**Q.** I use Zn²⁺ as a spectator cation. Your calculation splits the polarisability of the free ion among its subshells. What is being split, and which electrons respond?

**A.** The numbers come from relativistic RPA, in which every Dirac-Hartree-Fock orbital is allowed to distort in a static field and also feels the distortion of all the others.

Static polarisabilities of Zn2+ (Z = 30, [Ar] 3d10) by subshell, computed with B-spline many-body code 1 using relativistic RPA (time-dependent Dirac-Hartree-Fock), the no-pair Dirac-Coulomb Hamiltonian and a nuclear rms radius of 3.9283 fm. Each part is the contribution of the whole subshell, not of one electron.

```csv
subshell,dipole part (bohr³),quadrupole part (bohr⁵)
1s1/2,n/a,n/a
2s1/2,0.0002565,0.0002310
2p1/2,0.0006517,0.0001001
2p3/2,0.001375,0.0002108
3s1/2,0.005948,0.01148
3p1/2,0.01416,0.06637
3p3/2,0.03227,0.1481
3d3/2,0.8792,2.412
3d5/2,1.362,3.862
```

A subshell label such as 3d5/2 gives $n$, $l$ and the total angular momentum $j = l \pm \tfrac12$, and the subshell holds $2j+1$ electrons. The dipole part, in bohr³, is its share of the dipole induced by a uniform field. The quadrupole part, in bohr⁵, is its share of the quadrupole induced by a field gradient. I write $L=1$ and $L=2$ for the two cases; the perturbation goes as $r^L$.

The two 3d rows carry 97.6% of the dipole and 96.5% of the quadrupole. The eight rows from 2s to 3d add up to 2.2959 bohr³ against a total of 2.2956, a difference within the rounding of the largest entry, so 1s is negligible. The hydrogen-like limit says the same: two electrons at $4.5/Z^4$ each give $9/30^4 \approx 1\times10^{-5}$ bohr³. The rows are subshell totals, and most of the lead of 3d5/2 over 3d3/2 is plain counting, six electrons against four.

**Q.** Ten d electrons out of twenty-eight cannot make 97%. Why is a 3d electron worth so much more than a 3p electron, when both have $n=3$?

**A.** Start from independent electrons. In second order a subshell $a$ contributes a sum over empty levels $k$,

$$\alpha_L(a) = (2j+1)\,\sum_{k\ \mathrm{empty}} \frac{2\,A_{ak}\,\langle k|r^L|a\rangle^2}{E_k-E_a},$$

where $A_{ak}$ is an angular weight. If the numerators are summed over all levels, filled or not, closure gives $\langle r^{2L}\rangle/(2L+1)$. Call $b$ the share of this strength that lands on filled levels, and define a mean gap $\Delta$ for the remainder. Then, with no approximation beyond the definition of $\Delta$,

$$\alpha_L(a) = (2j+1)\;\frac{2\,\langle r^{2L}\rangle}{2L+1}\;\frac{1-b}{\Delta}.$$

There are three levers: size, open share and gap. Take first the limit in which only size counts. Stretching an orbital by a factor $\lambda$ multiplies $\langle r^{2L}\rangle$ by $\lambda^{2L}$ and divides the gap by $\lambda^2$, so the part grows as $\lambda^{2L+2}$: fourth power for the dipole, sixth for the quadrupole. A 3d electron is kept away from the nucleus by its centrifugal barrier and is screened by everything through 3p. Slater's rules give it an effective charge near 9, against about 19 for 3s and 3p and about 26 for 2s and 2p. With radius proportional to $n^2/Z_\mathrm{eff}$ the radii stand as 1 to 0.47 to 0.15, and their fourth powers as 1 to 0.05 to 0.0005. Per electron the table gives 0.220 bohr³ for 3d3/2, 0.0071 for 3p1/2 and 0.00033 for 2p1/2, that is 1 to 0.032 to 0.0015.

Scaling by Slater radii thus gives the decades roughly, and its higher power for the quadrupole agrees with that column's wider range: it spans a factor of nearly 39 000 where the dipole column spans about 5300. It does no better than that. With one prefactor per column, chosen to centre the logarithmic errors over the eight rows, size-only scaling misses typically by a factor of 2.1 in the dipole and 2.8 in the quadrupole (the exponential of the root-mean-square log ratio). Slater's rules also give s and p the same charge, while the table puts an s electron at about 0.4 of its p1/2 neighbour in the dipole for both shells.

**Q.** So how do you get at the other two levers?

**A.** With a model that has real radial functions and real gaps but is still one-electron. All electrons move in

$$V(r) = -\frac{1}{r}\left[3 + \frac{27}{(1+ar)^2}\right],$$

which shows the full charge 30 at the nucleus and the charge 3 that an excited electron leaves behind at long range. I add a spin-orbit term built from $\frac1r\,dV/dr$, regularised at the nucleus, solve on a radial grid for each $l$ and $j$, fill the levels through 3d and do the sum over the empty ones. The single constant $a = 2.30$ bohr⁻¹ was fixed by making the summed dipole equal to the sum of the dipole column. Since 3d is nearly all of that sum, agreement of the 3d dipole as a whole is no test; the inner dipole rows, the ratios between $j$ partners and all quadrupoles are. The model has no coupling, no exchange and no scalar relativity, and fitting an uncoupled model to a coupled total hides the coupling inside $a$. Its radii, gaps and blocked shares are properties of the model, useful for seeing which lever moves.

One row in full: the quadrupole part of 3p3/2, which played no role in the fit. The model has $\langle r^4\rangle = 0.725$ bohr⁴, $b = 0.23$ and $\Delta = 5.43$ hartree, so

$$\alpha_2 = 4 \times \frac{2\times 0.725}{5} \times \frac{0.77}{5.43} = 0.16\ \mathrm{bohr^5},$$

against 0.1481 in the table, which is about 10% below the model. This is the best quadrupole row. Over all eight rows the typical miss is a factor of 1.23 in the dipole and 1.83 in the quadrupole, with 3s the worst dipole row (table 0.62 of model) and 2s the worst quadrupole row (table 3.15 times model).

The model changes the story that Slater charges tell. Its 3d orbital has a mean square radius only about one and a half times that of 3p. The thirtyfold lead per electron comes mostly from the other two levers: a dipole gap near 2 hartree against 6, and an open share of 0.75 against about 0.12.

**Q.** Why should a 3p electron lose seven eighths of its dipole strength and a 3d electron only a quarter?

**A.** Selection rules and radial overlap decide it. A uniform field changes $l$ by one. For a p electron two thirds of the angular weight goes to d and one third to s. The function $r\,\phi_{3p}$ overlaps best with 3d and 3s, which occupy the same region, and both are full. For a d electron three fifths of the weight goes to f, and no f level is occupied, so $b$ cannot exceed about two fifths whatever the radial functions are. An s electron has only the p channel, and the p shell of its own $n$ is full, which is why s is blocked most within each shell: in the model $b$ is 0.79 for 2s against 0.48 for 2p1/2. The 2p electron fares better than 3p because the filled 3d lies well outside it and takes a smaller share of its d channel.

There is a limit worth holding in mind. For independent electrons the forbidden upward term 3p→3d and the forbidden downward term 3d→3p are equal and opposite. Allowing both would leave the total unchanged and move polarisability from the 3d rows to the 3p rows. The parts are thus a statement about where a filled ion has room to respond, and are not polarisabilities of isolated orbitals.

Heavy blocking also makes a row fragile. For the 3s dipole the model leaves an open share of 0.10; a shift of $b$ from 0.90 to 0.94 would cut the part to 0.6 of its value, the size of the whole miss. A potential with one constant cannot be trusted to place the 3s and 3p nodes that well, and the lack of scalar relativity bites on s orbitals first.

**Q.** Dividing the quadrupole part by the dipole part should give a squared length, largest for the largest orbital. Does it?

**A.** It does not. The ratio is 4.7 and 4.6 bohr² for the 3p rows and only 2.7 and 2.8 for the 3d rows. From the three-lever form the ratio contains $\langle r^4\rangle/\langle r^2\rangle$, but also the quotients of the two open shares and of the two gaps. A gradient changes $l$ by 0 or 2, so a p electron sends three fifths of its weight to the empty f levels and only two fifths to p. Its open share jumps from about 0.12 in the dipole to about 0.76 in the quadrupole, whereas for 3d it merely goes from 0.75 to 0.82. The model, with no quadrupole information in it, also peaks at 3p: $4.687\times0.83/0.89 = 4.4$ bohr² for 3p1/2. The peak reflects a suppressed dipole, and says nothing about 3p being large.

The 3s row is the opposite limit. Its only quadrupole channel is s→d, the filled 3d takes about four fifths of it in the model, and per electron 3s falls to 0.17 of 3p1/2 in the table and 0.13 in the model.

**Q.** Then 2s should behave like 3s. But it has the smallest dipole part from 2s upward, and its quadrupole part, 0.0002310, beats both 2p rows. Why?

**A.** The reversal between $n=2$ and $n=3$ has a reason in theory, and the model reproduces its direction but only part of its size. There is no 2d shell. The d channel of 2s is blocked only by 3d, which lies farther out, so the model's blocked share is 0.43 instead of the 0.80 of 3s. The 2s orbital, with its radial node, also carries more weight far out: $\langle r^4\rangle$ is about 1.4 times that of 2p1/2. The third lever is the least obvious. A 2s electron is bound more deeply than 2p, yet its quadrupole gap in the model is smaller, 46 against 57 hartree. The 2p electron must go mainly to f waves, and an f wave reaches in to the radius of the $n=2$ shell only at high kinetic energy, because of its centrifugal barrier; the d wave that 2s needs gets in more cheaply. Subtracting the model binding energies, the final states lie on average some 5 hartree above threshold for 2s and some 20 for 2p. Together the levers give $1.43 \times (0.57/0.69) \times (57.3/46.1) \approx 1.5$.

The table has 2.31 for this ratio per electron. The model therefore puts 2s ahead of 2p1/2, which has the same two electrons, but not ahead of the four electrons of 2p3/2, for which the ratio per electron has to pass 2. All three $n=2$ quadrupoles are also too small in the model, by a factor of 2 for 2p and 3 for 2s.

My guess for the remainder is the field that inner electrons really feel. The same calculation gives a Sternheimer factor of −13.6, good to two or three digits, so an applied gradient is amplified about 14.6 times at the nucleus by the distorted electron shells. An amplification that fades outward would raise the $n=2$ quadrupoles, and the sign fits. Nothing here tests it row by row, it does not say why 2s gains more than 2p, and its dipole counterpart gives little support: only 0.067 of a uniform field survives at the nucleus, yet the 2p dipoles stand at 0.92 of the unscreened model and the deficit is larger for 3s than for 2s. The factor at the nucleus includes the response of the inner shells themselves and cannot be applied to an orbital of finite radius. The dipole factor 0.933 is in any case fixed by force balance: the field pulls on $N$ electrons, the nucleus must hold them, and the induced field at a nucleus of charge $Z$ cancels the fraction $N/Z = 28/30$. It checks the numerics and is no evidence about the rows.

**Q.** After dividing by the electron count, are the two $j$ partners equal?

**A.** In the non-relativistic limit they would be. In the table the higher-$j$ partner leads in all three pairs and both columns: about 5% for 2p, 14% and 12% for 3p, 3% and 7% for 3d. The standard cause is spin-orbit coupling, which is repulsive for $j=l+\tfrac12$, so that orbital is less bound and more extended. It is weighted near the nucleus and acts more strongly on p than on d.

The simplest limit, pure stretching, predicts that the logarithmic excess of the quadrupole is $6/4 = 1.5$ times that of the dipole. The table refutes this for each pair, with 0.96, 0.84 and 2.0 for 2p, 3p and 3d. For 3p the model shows why. Its dipole excess is 12.7% against 13.9% in the table, and of this the larger radius supplies under 3% and the smaller gap about 4%; the rest, some 5%, comes from the open share, which is so small that a slight change in overlap with the filled shells is magnified. The 3p quadrupole is mostly open and lacks this magnifier. The 2p dipole, about half open, follows size and gap closely, 5.2% in the model against 5.5%. The 2p quadrupole excess is overshot, 8.4% against 5.3%.

For 3d the model fails: 0.4% and 2.7% against about 3% and 7%, far outside the rounding of 0.05%. A one-electron spin-orbit term in this potential is not enough. Exchange and the coupling between the two nearly degenerate d subshells, both absent from the model, may redistribute the response between them, but that is untested.

**Q.** Your model's total quadrupole is 3.9 against 6.5. Isn't that a failure where it matters most?

**A.** It is. The model total lies 40% below the RPA value and about 7% below the uncoupled value of the same calculation, 4.2103 bohr⁵. The second nearness may be partly chance: at long range an excited electron in the model sees the charge 3, where an empty Hartree-Fock level sees 2, and $a$ was fitted to the coupled dipole. The coupled and uncoupled totals of the calculation itself are the safer guide. Coupling raises the dipole by 11.7%, the quadrupole by 54% and the octupole by 37%. A bound shows where the rise is booked. Uncoupled parts are squares over positive gaps and cannot be negative, so no row can have risen by more than its present value. All rows below 3d together hold $6.5007 - 2.412 - 3.862 = 0.227$, while the rise is $6.5007 - 4.2103 = 2.290$. At least nine tenths of it sits in the 3d rows, and there the table exceeds the model by a factor of about 1.7.

The sign has a standard explanation. Empty Hartree-Fock levels feel all $N$ electrons, so uncoupled gaps are too wide; the exchange part of the coupling restores the attraction between the excited electron and its hole and narrows them. The tail of my model already holds much of this attraction, so the model's own shortfall may come instead from the fit, which has to imitate the screening of the dipole with a 3d shell that responds too stiffly. The direct part works the other way, since the induced charge opposes the applied potential outside the core, and it should be strongest for the dipole. The lowest excitation of a d¹⁰ ion, 3d→4s, is forbidden for a uniform field and allowed for a gradient, and a narrow gap gains most, in proportion, from a given attraction. That this channel makes the quadrupole rise the largest of the three is plausible, and I can't show it from these numbers.

**Q.** What may I carry over to related ions, and to my samples?

**A.** The levers carry over in direction. For Cu⁺, with the same configuration and one proton fewer, 3d swells and its gaps close much faster than those of the core, so the totals rise, the quadrupole more steeply than the dipole; Ga³⁺ goes the other way. In a d⁰ ion such as Ca²⁺ the 3p→3d channel is open, 3p takes over the dipole, the peak in its quadrupole-to-dipole ratio should shrink, and 3s is no longer suppressed in the quadrupole. In heavier d¹⁰ ions the gap between $j$ partners widens. These are arguments from the mechanism; the calculation covers one ion.

The values belong to a free ion in a static field, and neighbours in a crystal or in solution will alter the diffuse empty levels on which the 3d response depends. RPA also omits further correlation, and correlation is sizeable in the shell that matters: the three 3d–3d pairs alone give about a third of the 1.581 hartree of summed second-order correlation energy. That is a reason for caution about the 3d rows, the quadrupole above all since it leans so heavily on coupling, but an energy share does not convert into an error bar on a polarisability.
